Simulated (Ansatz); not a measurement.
**A family of molecules: the HOMO–LUMO gap**

One atom is swapped for its congeners: C3H8OSi `C=CO[SiH2]C`; C3H8SSi `C=CS[SiH2]C`; C3H8SeSi `C=C[Se][SiH2]C`; C3H8SiTe `C=C[Te][SiH2]C`. All are singlets with charge 0.

Shapes, held fixed at every level: PBE0-D4/def2-TZVP. Flexible molecules stand in one conformer, not always the lowest. Programs: Ansatz 0.2.0. Values in eV.

```json
{"level": "PBE-D4/def2-TZVPP", "C3H8OSi": "5.18", "C3H8SSi": "4.33", "C3H8SeSi": "4.32", "C3H8SiTe": "3.70"}
{"level": "r2SCAN-D4/def2-TZVPP", "C3H8OSi": "5.70", "C3H8SSi": "4.74", "C3H8SeSi": "4.74", "C3H8SiTe": "4.11"}
{"level": "B3LYP-D4/def2-TZVPP", "C3H8OSi": "6.87", "C3H8SSi": "5.92", "C3H8SeSi": "5.82", "C3H8SiTe": "5.11"}
{"level": "PBE0-D4/def2-TZVPP", "C3H8OSi": "7.34", "C3H8SSi": "6.35", "C3H8SeSi": "6.25", "C3H8SiTe": "5.53"}
{"level": "wB97X-V/def2-TZVPP", "C3H8OSi": "11.76", "C3H8SSi": "10.73", "C3H8SeSi": "10.45", "C3H8SiTe": "9.67"}
{"level": "wB97M-V/def2-TZVPP", "C3H8OSi": "11.37", "C3H8SSi": "10.42", "C3H8SeSi": "10.06", "C3H8SiTe": "9.37"}
```

At wB97M-V/def2-TZVPP the HOMO–LUMO gap falls at every step, from 11.37 to 9.37 eV. 5 of 6 levels show this order throughout; 6 agree on the largest and the smallest. For atoms past krypton def2 sets carry core potentials with scalar relativity. Relativity is left out for Se unless named. Orbital gaps aren't excitation energies, and the LUMO depends on the basis.

The gap narrows from the oxygen to the tellurium compound, but unevenly: the drops from O to S and from Se to Te are clear in every row, while S and Se lie close together and coincide at 4.74 eV with r2SCAN. The main cause is probably the chalcogen p lone pair, which mixes with the vinyl π system in the HOMO and rises in energy as the valence shell becomes more diffuse and less tightly bound. Weaker, longer bonds to the heavier chalcogens also lower the σ* orbitals, which may bring down the LUMO, especially for Te. The small S–Se step fits the poor shielding by the filled 3d shell, which keeps selenium's valence levels near those of sulfur.

Changing the functional shifts each gap by more than the whole O-to-Te substitution does, probably largely through the differing treatment of exchange. The ordering is therefore much better supported than any absolute gap. The gaps alone can't show how much of the narrowing comes from a rising HOMO and how much from a falling LUMO.
